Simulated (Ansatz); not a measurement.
**The dipole moment down a group: C to Sn**

One atom is swapped for its congeners: C3H8S (ethyl methyl sulfide) `CCSC`; C2H8GeS `C[S][GeH2][CH3]`; C2H8SSn `C[S][SnH2][CH3]`. The Si member is missing. All are singlets with charge 0.

Shapes, held fixed at every level: PBE0-D4/def2-TZVP. Flexible molecules stand in one conformer, not always the lowest. Programs: Ansatz 0.2.0. Values in D.

| level | C3H8S | C2H8GeS | C2H8SSn |
| --- | --- | --- | --- |
| PBE-D4/def2-TZVPP | 1.55 | 1.84 | 1.97 |
| r2SCAN-D4/def2-TZVPP | 1.65 | 1.94 | 2.06 |
| B3LYP-D4/def2-TZVPP | 1.56 | 1.85 | 1.98 |
| wB97M-V/def2-TZVPP | 1.56 | 1.85 | 1.98 |

At wB97M-V/def2-TZVPP the dipole moment rises at every step, from 1.56 to 1.98 D. Every level shows the same order. For atoms past krypton def2 sets carry core potentials with scalar relativity. Relativity is left out for Ge unless named.

The dipole moment grows from the carbon compound to the germanium and tin ones, with the larger increase between carbon and germanium. Carbon and sulfur have nearly equal electronegativities, so the moment of the parent sulfide owes much to the sulfur lone pairs and the bent C–S–C unit. Germanium and tin are more electropositive, and their bonds to sulfur are polarised towards sulfur, which probably reinforces that moment. The hydrogens and the methyl carbon on the heavy atom also draw charge from it, and their bond dipoles can partly cancel this gain, which may be why the total rises only modestly. From germanium to tin the electronegativity changes little, so the further increase suggests a contribution from longer bonds and a softer, more polarisable centre.

r2SCAN gives larger moments throughout, but its offset is nearly the same for all three molecules and leaves the trend intact. The close agreement of PBE with the two hybrids suggests that exact exchange matters little here. Total moments alone cannot separate charge transfer from bond lengthening.
